**Question**

The table lists five ions of magnesium, in shuffled order and without labels. Each loses a 2p electron from a configuration [He] 2s² 2pⁿ. The ionisation energy (IE) is a difference of total energies of two ions, once in spin-polarised LDA and once in Dirac-Fock averaged over the configuration (four-component Dirac-Coulomb Hartree-Fock from a B-spline radial atomic code). The symbol $\varepsilon$ denotes the Kohn-Sham eigenvalue of the highest occupied level, $\langle r\rangle$ is the mean radius of that level, "up" and "down" name the majority and minority spin, and "computed less table" is the LDA value minus the NIST value.

Magnesium ions in NIST's ground configurations: spherical all-electron LDA-PW92 with Quantum ESPRESSO ld1.x 7.5, scalar-relativistic, spin-polarised, open shells at highest spin, point nucleus. The Dirac-Fock column is from a B-spline radial atomic code, version 1 (Dirac-Coulomb, configuration average, Fermi nucleus). Ionisation energies are total-energy differences. Candidates: Mg3+, Mg5+, Mg2+, Mg7+, Mg4+.

| row | ionisation energy (eV) | −ε(highest occupied) (eV) | highest level mean radius (bohr) | highest level | computed less table (eV) | IE, Dirac-Fock (eV) |
| --- | --- | --- | --- | --- | --- | --- |
| A | 109.830 | 94.836 | 0.64550 | 2p down | 0.565 | 109.99 |
| B | 265.938 | 245.76 | 0.52207 | 2p up | 0.0143 | 265.89 |
| C | 187.282 | 168.68 | 0.56937 | 2p up | 0.522 | 181.96 |
| D | 80.612 | 66.838 | 0.68397 | 2p | 0.468 | 78.63 |
| E | 141.004 | 125.17 | 0.61327 | 2p down | -0.326 | 144.46 |

Data: the Slater integral $F^2(2p,2p)$ from the Dirac-Fock orbitals is 16.74, 19.16 and 21.48 eV in Mg²⁺, Mg⁴⁺ and Mg⁶⁺.

(a) Assign the rows, and support the assignment by an estimate of the absolute energies. (b) Find from the eigenvalues which rows are consecutive ions. (c) Explain why LDA and Dirac-Fock differ by several eV, with changing sign. (d) State which assignments are sure, and which columns would be ambiguous if used alone.

**Model answer**

*(a) Order and absolute size.* The nuclear charge is fixed. Each electron removed leaves the others less screened, so the IE must rise and the orbital must shrink with the charge. The LDA, NIST and Dirac-Fock energies, $-\varepsilon$ and the inverse radius all give the same order, D, A, E, C, B. The spacing is uneven: C and B lie $265.938-187.282=78.7$ eV apart, while the other three intervals are 29 to 46 eV wide. One ion of the sequence is therefore skipped between C and B.

Slater's screening rules fix the absolute scale with nothing adjusted to these rows. With $m=n+2$ electrons in the second shell, each is screened by 0.85 per 1s electron and 0.35 per other electron of its shell:

$$Z_{\rm eff}(m)=12-1.7-0.35\,(m-1),\qquad E(m)=-\frac{m\,Z_{\rm eff}^2}{4}\ {\rm Ry},\qquad {\rm IE}=E(m-1)-E(m).$$

For Mg⁷⁺, $m=3$ gives $Z_{\rm eff}=9.60$ and $m=2$ gives $9.95$. Then IE $=(3\times 92.16-2\times 99.00)/4=19.62$ Ry, or 266.9 eV with 1 Ry = 13.606 eV. This is 1.0 eV above the LDA value of row B. The same formula gives 75.9, 109.1, 144.8 and 183.0 eV for Mg²⁺ to Mg⁵⁺, and 223.7 eV for Mg⁶⁺, which is near no row. Hence D is Mg²⁺, A is Mg³⁺, E is Mg⁴⁺, C is Mg⁵⁺ and B is Mg⁷⁺. The worst miss against LDA is 4.8 eV, for D, and the closest two rows are 29.2 eV apart.

*(b) The chain of eigenvalues.* Janak's theorem says that $\partial E/\partial f=\varepsilon$ for the occupation $f$ of a level, so the IE is the integral of $-\varepsilon$ as $f$ goes from one to zero. If $\varepsilon$ is nearly linear in $f$, the IE is the mean of $-\varepsilon$ of that level in the ion and in the ion left behind. For D followed by A the mean is $(66.838+94.836)/2=80.84$ eV, against an IE of 80.612 eV. For A followed by E it is 110.00 eV, against 109.830 eV. D, A and E are thus consecutive, with no screening model at all. For C followed by B the mean is 207.22 eV, 20 eV above the IE of C, so these two are not neighbours.

The pair E, C fails for another reason. The mean of the printed values is 146.9 eV against 141.004 eV, but the two eigenvalues belong to different levels: E loses its last down electron, and the highest occupied level of C is an up level. The empty down level of C lies at −156.97 eV in the same calculation, and with it the mean is 141.07 eV. The change of label places the half-filled shell: E is 2p⁴ and C is 2p³. Row D carries no spin label, which among the candidates fits only the closed shell 2p⁶.

*(c) Hund's rule in one column and not in the other.* Two p electrons of parallel spin must occupy different orbitals and keep apart; Slater-Condon theory gives their interaction as $F^0-F^2/5$. A pair of opposite spin, averaged over orbitals, has $F^0$, the spherical part of the repulsion. Each parallel pair is therefore worth $F^2/5$, about 4 eV here. At highest spin, p⁶ down to p¹ hold 6, 4, 3, 3, 1 and 0 parallel pairs. In the average over all states of the configuration, 6 of the 15 possible pairs of spin-orbitals are parallel, so two fifths of the $n(n-1)/2$ pairs are: 6, 4, 2.4, 1.2, 0.4 and 0. The ground term lies below the average by the surplus times $F^2/5$, that is by $3F^2/25$ for p⁴ and p², by $9F^2/25$ for p³, and by nothing for the others.

The IE shifts up by the lowering of the initial ion and down by that of the final one. For Mg⁴⁺ going to Mg⁵⁺, with $F^2=20.33$ eV for Mg⁵⁺ from a parabola through the three given values,

$$\delta=\tfrac{3}{25}(19.16)-\tfrac{9}{25}(20.33)=2.30-7.32=-5.02\ {\rm eV}.$$

The Dirac-Fock value moves from 144.46 to 139.44 eV. For Mg²⁺, Mg³⁺, Mg⁵⁺ and Mg⁷⁺ the shifts are 0, −2.30, +4.74 and 0 eV. Spin-polarised LDA fills the shell at highest spin and so contains this energy in its local approximation to exchange, while the configuration average omits it. LDA minus Dirac-Fock should be most negative for p⁴ and most positive for p³, and the table has −3.46 eV for E and +5.32 eV for C.

*(d) What is sure.* All five assignments are sure. Over every way of matching the five rows to the five ions, the best has a root-mean-square misfit to the screening estimate of 3.4 eV, and the next best, which exchanges Mg²⁺ and Mg³⁺, has 20.0 eV. The eigenvalue chain and the spin labels lead to the same result by separate routes.

Single columns are much weaker. The LDA errors of D, A and C lie within 0.1 eV of each other and cannot tell these rows apart. The level label identifies D alone and leaves the pairs A, E and C, B. The difference of LDA and Dirac-Fock marks E and C, but it misleads for the rest: A and B both lie near zero although their term shifts differ by 2.3 eV, and D lies at +1.98 eV although its term shift is zero. The reason is mainly correlation, treated below. That D alone has a measured table value is a fact about the reference and no physical argument.

The rows with their labels:

| species | Z | charge (e) | electrons | configuration | ionisation energy (eV) | −ε(highest occupied) (eV) | highest level mean radius (bohr) | highest level | NIST table (eV) | kind of table value | stated uncertainty (eV) | computed less table (eV) | IE, Dirac-Fock (eV) |
| --- | --- | --- | --- | --- | --- | --- | --- | --- | --- | --- | --- | --- | --- |
| Mg2+ | 12 | 2 | 10 | [He] 2s2 2p6 | 80.612 | 66.838 | 0.68397 | 2p | 80.1436 | measured | 0.0006 | 0.468 | 78.63 |
| Mg3+ | 12 | 3 | 9 | [He] 2s2 2p5 | 109.830 | 94.836 | 0.64550 | 2p down | 109.2654 | semi-empirical | 0.0012 | 0.565 | 109.99 |
| Mg4+ | 12 | 4 | 8 | [He] 2s2 2p4 | 141.004 | 125.17 | 0.61327 | 2p down | 141.33 | semi-empirical | 0.03 | -0.326 | 144.46 |
| Mg5+ | 12 | 5 | 7 | [He] 2s2 2p3 | 187.282 | 168.68 | 0.56937 | 2p up | 186.76 | semi-empirical | 0.06 | 0.522 | 181.96 |
| Mg6+ | 12 | 6 | 6 | [He] 2s2 2p2 | 225.875 | 206.27 | 0.54413 | 2p up | 225.02 | semi-empirical | 0.06 | 0.855 | 222.45 |
| Mg7+ | 12 | 7 | 5 | [He] 2s2 2p1 | 265.938 | 245.76 | 0.52207 | 2p up | 265.924 | semi-empirical | 0.019 | 0.0143 | 265.89 |

**Remarks on the reasoning**

*The step at the half-filled shell.* With Mg⁶⁺ restored, the LDA energy rises by 46.3 eV from Mg⁴⁺ to Mg⁵⁺, between steps of 31.2 and 38.6 eV. Measured against the mean of its two neighbours, this step is 11.4 eV too large in LDA and 10.3 eV in the NIST values, while in Dirac-Fock the excess is practically absent, at about 0.02 eV. Adding the term shifts, with nothing fitted, gives Dirac-Fock an excess of 12.2 eV. The comparison shows that the exchange energy of parallel pairs has the size and the position of the feature. The picture is simple: the electron taken from p⁴ has no parallel p partner to lose, and the one taken from p³ loses two. The LDA levels show the same thing directly, with up lying below down by 6.4 eV in Mg⁴⁺ and 11.7 eV in Mg⁵⁺.

The radius column has the same break for the same reason. It falls by 0.044 bohr from Mg⁴⁺ to Mg⁵⁺, more than at any other step, because it switches from the looser down orbital to the tighter up orbital. Measured from the up orbital of Mg⁴⁺ in the same calculation, the fall is 0.032 bohr, like the step before. The hydrogenic value $5/Z_{\rm eff}$ bohr is 6.9 % below the LDA radius for Mg²⁺ and 0.2 % below for Mg⁷⁺, the orbital growing more hydrogen-like as the shell empties.

*What the screening estimate is worth.* Slater's IE is a quadratic in $m$, so it cannot have a break, and its smoothness tests nothing. It knows no spin and is best regarded as a crude configuration average: against Dirac-Fock it is within 1.3 eV in five rows and misses Mg²⁺ by 2.8 eV. Against LDA its errors of +3.8 eV at Mg⁴⁺ and −4.3 eV at Mg⁵⁺ are mostly the term shifts with reversed sign. An estimate of this quality settles the identification only because the rows are six times further apart than its worst error.

*What Dirac-Fock still lacks.* Calling the raw Dirac-Fock errors correlation would be a wrong answer to (c). They run from +3.1 to −4.8 eV against NIST, and the term shift removes the swing, taking the root-mean-square error over the six rows from 2.65 to 1.18 eV. What remains is orderly: −1.5 to −1.9 eV where a down electron leaves (p⁶, p⁵, p⁴), and less than 0.1 eV in size for p³, p² and p¹. Breit, QED and recoil terms, evaluated in the same Dirac-Fock calculations, change the IE by −0.02 to −0.04 eV and account for none of this. The standard reading is correlation, mostly between opposite spins. Exchange already keeps parallel electrons apart, whereas Hartree-Fock lets a down electron meet the three up electrons with no avoidance at all, so the missing energy is largest for the ion that still holds it and the IE comes out too low. No correlated wavefunction is compared here, so this cause rests on theory. The near-zero residuals of p³, p² and p¹ do not mean that correlation switches off there: an up electron still meets the down 2s electron, and the correlation energy it takes away is cancelled by a second effect, treated below. It also explains the traps of part (d): together with the LDA errors, it lifts D to about 2 eV above Dirac-Fock and cancels most of the term shift of A.

A straight line through all six rows by least squares, LDA minus Dirac-Fock against term shift, has slope 0.87 and offset 1.19 eV. It misses Mg²⁺ by 0.8 eV and Mg⁷⁺ by 1.15 eV in opposite directions, because one offset stands in for a correlation energy that differs between the halves of the shell. The slope trades against that offset and does not mean that LDA holds 87 % of the exchange energy.

*Fine structure, and two agreements that are partly luck.* Both calculations average over fine structure, while NIST refers to the lowest level of each ion. To first order the lowest level lies below its term by $\zeta$ for p¹ and p², by $\zeta/2$ for p⁴ and p⁵ and not at all for p³, where the spin-orbit constant $\zeta$ is two thirds of the 2p₁/₂–2p₃/₂ splitting. The Dirac-Fock splittings are 0.32 to 0.42 eV from Mg²⁺ to Mg⁶⁺; a parabola extrapolates them to 0.46 eV for Mg⁷⁺, so that value is rough, and the Breit shifts of the same calculations would lower the splittings by 0.02 to 0.03 eV. For Mg⁷⁺ the IE rises by about 0.30 eV, and the LDA error of 0.014 eV, smaller than the stated uncertainty of the table value, becomes about 0.3 eV. It is no sign that LDA is especially good for one p electron.

The same correction does not improve Dirac-Fock: the root-mean-square error stays at 1.2 eV, and the near-zero residuals of Mg⁵⁺, Mg⁶⁺ and Mg⁷⁺ spread to −0.34, −0.02 and +0.27 eV. A positive residual means that the final ion has more correlation energy than the initial one. Theory supplies a cause: in 2s² ions the pair mixes strongly with the nearby 2p² configuration, and each p electron present blocks part of that mixing. Removing a p electron loses its own correlation energy and frees some of this mixing, and the two offset each other. The mixing is large. The two configurations are coupled by $G^1(2s,2p)/\sqrt3=14.49$ eV, with $G^1=25.09$ eV taken from Mg⁶⁺, and lie apart by roughly twice the LDA 2s–2p gap of Mg⁸⁺, 22.48 eV; a two-state estimate then lowers 2s² by about 4.3 eV. The ground terms of p³ to p⁶ have no such mixing, since no 2s⁰ configuration offers their symmetry, so all of it is freed in the last three steps, more than 1 eV each on average. The small residuals of these rows are thus differences of terms above 1 eV, and this release, absent in the upper three rows, accounts for much of the step in the residuals between p⁴ and p³. The estimate is rough, and the semi-empirical table values carry up to 0.06 eV of uncertainty.

*The LDA errors.* They stay within 0.6 % of the NIST values, with a root-mean-square of 0.52 eV, and five of six are positive. Differences of 0.1 to 0.3 eV between rows are of the size of the missing spin-orbit shifts and should not be laid on the functional. The LDA step from Mg⁴⁺ to Mg⁵⁺ is $46.28-45.43=0.85$ eV too large, and shifts of +0.12 and −0.28 eV in the two rows take away about half of that. Mg⁴⁺ stays negative, at −0.21 eV after the shift, and Mg⁶⁺ stays largest at 0.83 eV. The cause is not isolated. One guess is the spherical averaging, which is exact for p⁶, p³ and 2s² and an approximation for the ions between, so that its error enters some differences once and others twice; that would be an artefact of the settings. The two codes also differ in nuclear model and in the treatment of relativity, but a 2p electron has almost no density at the nucleus, which makes the first difference unimportant.

*Eigenvalue against energy difference.* The ratio $-\varepsilon/{\rm IE}$ rises in every step, from 0.829 to 0.924, which suggests that the eigenvalue improves. In eV it gets worse: the gap ${\rm IE}+\varepsilon$ grows in every step, from 13.8 to 20.2 eV. With the exact functional the gap would vanish. In LDA the electron is partly repelled by its own density, its level sinks steadily as it is emptied, and by the mean-value rule of part (b) the gap is half the total sinking. That rule holds to 0.22 eV or better in all six rows. It checks only that $\varepsilon$ is nearly linear in $f$, and since Janak's theorem is approximate in this scalar-relativistic scheme the small remainders are given no cause.

The sinking is a Coulomb self-repulsion, so it scales as $1/\langle r\rangle$, roughly as $Z_{\rm eff}$, while the IE grows much faster, by a factor of 3.3 along the series. This is why the ratio creeps toward one. With frozen orbitals and no exchange the gap would be $F^0/2$; in Mg⁶⁺ it is 0.43 of the LDA $F^0(2p,2p)$, reduced by relaxation and by local exchange-correlation. A least-squares fit of $c/\langle r\rangle$ to the six gaps gives $c=10.2$ eV bohr and misses by up to 8 % of the gap, too high for the three ions with down electrons and too low for the other three. The product of gap and radius jumps at the spin switch, from a mean of 9.6 to 10.6 eV bohr. Local exchange cancels more of the self-repulsion in a thin level density, but this cannot be the whole reason: Mg²⁺ gives up an electron of a full down shell and Mg⁷⁺ a last up electron, yet the product is low in the first and high in the second. Relaxation lowers the gap more when more electrons are left to contract, and it supplies a steady rise of the product with no jump of its own; in Dirac-Fock it falls evenly along the series. The exchange term grows as each spin shell empties and resets at the switch. Together they give the pattern seen: the product flattens within each half (9.42, 9.68, 9.71 and 10.59, 10.67, 10.53 eV bohr) and jumps between the halves. The two parts are not computed separately here.

Dirac-Fock errs on the other side. It has no self-interaction, its $-\varepsilon$ is the IE with frozen orbitals (Koopmans' theorem), and relaxation of the final ion lowers the true difference. Its $-\varepsilon$ exceeds its IE by 3.05 eV in Mg²⁺ and 0.50 eV in Mg⁷⁺, falling by about half an eV per electron as fewer are left to contract. In Mg²⁺, Mg⁴⁺ and Mg⁶⁺ the level quoted is 2p₃/₂, about 0.1 eV shallower than the shell average to which the IE refers.

*Neighbouring series.* Ordering by IE is safe here because screening and pairing push the same way at the break: going from p³ to p⁴ at fixed nucleus, both lower the IE. Along a row of neutral atoms the nuclear charge grows with the electron count, the IE rises by small steps, and the loss of exchange at p⁴ opposes that rise and reverses it, so that oxygen falls below nitrogen. There the argument of part (a) would exchange two labels, and the spin label or the sign of LDA minus Dirac-Fock would have to decide. For the ions of aluminium or silicon with the same configurations the pattern repeats, with $F^2$ growing as $Z_{\rm eff}$ and the IE about as its square, so the break is larger in eV and smaller in proportion. A 3p shell is more diffuse and has a smaller $F^2$, and a d shell breaks between d⁵ and d⁶. For much heavier nuclei the spin-orbit constant, rising about as the fourth power of $Z_{\rm eff}$, overtakes $F^2$; the break then moves to the filling of 2p₁/₂, between p² and p³, and neither a scalar-relativistic calculation nor an average over the whole 2p shell can show it.
